## Osmium in five structures: how far does counting neighbours go?

An engineer who wants to simulate the growth of an osmium film has to choose a force law. One cheap kind derives the strength of bonding from the number of neighbours around each atom. Whether that is good enough depends on how osmium behaves when its atoms are arranged in quite different ways, and a density-functional calculation can impose such arrangements at will.

Osmium in five structures, calculated without spin polarisation in Ansatz 0.2.0 (PBEsol, plane-wave PAW, scalar-relativistic, cutoff 420 eV, Fermi-Dirac smearing of width 0.1 eV). Each structure is relaxed; energies are extrapolated to zero smearing and count from the lowest of those listed, which need not be the ground state.

| structure | space group of the relaxed cell | neighbours within 15 % of the shortest distance | k mesh | energy above lowest (meV/atom) | neighbour distance (Å) | volume per atom (Å³) | bulk modulus (GPa) |
| --- | --- | --- | --- | --- | --- | --- | --- |
| fcc | Fm-3m | 12 | 16×16×16 | 0 | 2.702 | 13.94 | 424 |
| omega (AlB2-type) | P6/mmm | 14 | 10×10×13 | 229 | 2.693 | 14.27 | 404 |
| bcc | Im-3m | 8 | 16×16×16 | 787 | 2.652 | 14.35 | 384 |
| diamond | Fd-3m | 4 | 11×11×11 | 1361 | 2.383 | 20.81 | 223 |
| simple cubic | Pm-3m | 6 | 14×14×14 | 1505 | 2.531 | 16.22 | 296 |

The energies count from fcc, which serves as the reference here; real osmium crystallises in the closely related hcp structure. Spin was switched off in every run. For omega, the printed count of 14 and the printed distance of 2.693 Å describe only one of the three atoms in the cell. With the ideal positions of this structure the average count is 12, the same as in fcc; the shortest distance is 2.474 Å and the average one 2.739 Å.

**Fewer bonds, each of them stronger**

Read in the order fcc, bcc, simple cubic, diamond, the neighbour distance shrinks at every step. Omega, whose atoms have neighbours at several distances, is left out of this series. A simple picture of this shortening gives each atom a fixed stock of bonding electrons to share among its neighbours. With twelve neighbours the stock is spread thinly, and with four each bond receives a larger share and pulls the atoms closer. The structure as a whole nevertheless becomes more open, because so few atoms surround each site.

This sharing can be turned into an estimate. If N neighbours share the stock equally, the share of each bond is proportional to 1/N. The overlap of orbitals falls off roughly exponentially with distance, so multiplying the share by a given factor shortens the bond by a given length. Pauling's bond-order rule puts this as

distance = distance in fcc − 0.6 Å × log₁₀(12/N),

where 0.6 Å is a rough general constant for metals, not adjusted to osmium.

For simple cubic, N is 6, so 12/N is 2 and its logarithm is 0.30. The bond should be 0.6 Å × 0.30 = 0.18 Å shorter than the 2.70 Å of fcc, which gives 2.52 Å. The calculation gives 2.53 Å. The fcc row is the starting point and therefore tests nothing.

The rule does less well for bcc, where it predicts about twice the shortening that the calculation finds. The count of 8 leaves out six further atoms at 3.06 Å, only about 15 % beyond the nearest ones. They probably take a share of the electrons too, which would leave less for the eight short bonds. For diamond the rule gives the right size of shortening but stops about 0.03 Å too long.

The bulk modulus, the resistance to uniform compression, tells the same story. It falls by a factor of 1.9 from fcc to diamond, while the number of bonds in a given volume falls by a factor of 4.5. The solid softens because it has fewer bonds, but each remaining bond is stiffer.

**Why the energy rises, and where it breaks step**

Stronger single bonds do not make up for the lost ones. When an electron can hop to N neighbours, its energy level spreads into a band whose width grows roughly as the square root of N. The energy gained by filling the lower part of the band grows in the same way. At a fixed distance, halving the number of neighbours therefore weakens the total bonding, though by less than half. Shorter bonds win part of the loss back, but atoms that move closer also repel each other more strongly, which limits the gain. This helps to explain why the open structures lie more than 1 eV per atom above fcc.

Two comparisons strain this picture. Diamond, with four neighbours, lies 144 meV per atom below simple cubic, which has six. And bcc lies 558 meV above omega. The bare counts, 8 against 12, do have that order, but with the six atoms just outside its count bcc is about as crowded as omega, and the volumes differ by less than 1 %. A force law that knows only how crowded an atom is would have trouble with both.

What such a law leaves out is the distribution of levels within the band. Two structures can have bands of similar width and yet hold their levels in different places. If many levels crowd just below the energy at which the electrons run out, the Fermi level, the last electrons sit high and the structure is costly. If there is a valley at that point, most of the occupied levels lie deeper.

The calculation offers a rough gauge of this crowding. It blurs the occupation of levels near the Fermi level slightly, and the entropy of that blurring grows with the number of levels found there. Expressed as an energy, it is 24 to 29 meV per atom in fcc, omega and diamond, but about 50 meV in bcc and simple cubic. The two structures that look too expensive are the two with crowded Fermi levels.

Volume does not explain the contrast. Expanding the volume of fcc by 4 %, to slightly more than that of bcc, costs only 29 meV per atom and hardly changes the entropy. Simple cubic squeezed to the volume of omega still has 1.8 times omega's entropy. The arrangement of the atoms, rather than their density, makes the difference. The entropy supports an electronic cause, but it samples only the levels near the top of the filling, whereas the energy depends on all of them. Omega shows this limit: it lies 229 meV per atom above fcc, although its average count is the same and its entropy is slightly lower.

**Eight electrons in two lattices**

For bcc the cause is well known from band theory. In this lattice the d band has a deep valley that is reached with about six valence electrons per atom. Osmium has eight, so the last two must go into the crowded levels beyond the valley. Tungsten, two columns to the left in the same row of the periodic table, has six and stops at the valley; it does crystallise in bcc. When osmium is put into the same lattice, the main difference is the filling.

For diamond a chemist's count suggests why eight electrons suit the lattice. The s orbital and three of the five d orbitals can combine into four hybrids that point at the four neighbours. Each bond takes one electron from either side, which uses four electrons per atom. The two remaining d orbitals point between the neighbours and hold two electrons each, which uses the other four. Bonding and nonbonding levels are then full, and the antibonding levels are empty.

This count is an argument, not a result of the calculation. The low entropy of diamond agrees with it, but the bands still overlap by about 1 eV, so the solid is a metal and the separation is incomplete. The advantage over simple cubic is also modest, and spin-orbit coupling, which is strong in so heavy an element and was left out, might change its size. Nor does the lower energy make diamond-type osmium a material to aim for: it still lies 1361 meV per atom above fcc, and without the imposed symmetry it may collapse.

For the film, then, these five structures suggest that a force law based on neighbour counts can capture the direction in which bond lengths change and the broad cost of open structures. To rank competing structures it must also take account of how the bonds are arranged, in a way that suits the filling of osmium's d band. The output below gives the estimated lengths and the entropies for all five structures.

Output of the analysis:

```
Bond lengths against the bond-order rule:
                row  mean neighbours  mean distance (Å)  estimate (Å)  estimate less computed (Å)
                fcc               12              2.702         2.702                           0
  omega (AlB2-type)               12              2.739         2.702                    -0.03692
                bcc                8              2.652         2.596                    -0.05565
            diamond                4              2.383         2.416                     0.03273
       simple cubic                6              2.531         2.521                   -0.009618
Smearing entropy TS:
                row  TS (meV/atom)  ratio to fcc
                fcc          25.75             1
  omega (AlB2-type)          24.02        0.9329
                bcc          48.67          1.89
            diamond          28.59          1.11
       simple cubic          51.73         2.009
omega, shortest distance (Å): 2.474
omega, distance between unlike sites (Å): 2.817
bcc, distance of the six second neighbours (Å): 3.062
simple cubic above diamond (meV/atom): 144
bcc above omega (meV/atom): 558
bcc volume above omega (%): 0.5606
bcc volume above fcc (%): 2.941
energy to stretch fcc by 4 % in volume (meV/atom): 29
TS of fcc stretched by 4 % (meV/atom): 27.41
simple cubic squeezed to factor 0.88, volume (Å³): 14.27
its TS over that of omega (ratio): 1.846
diamond bond shorter than fcc (%): 11.81
diamond volume over fcc (ratio): 1.493
bulk modulus fcc over diamond (ratio): 1.901
bonds per volume fcc over diamond (ratio): 4.478
electrons per atom in four shared bonds and two nonbonding pairs: 8
```
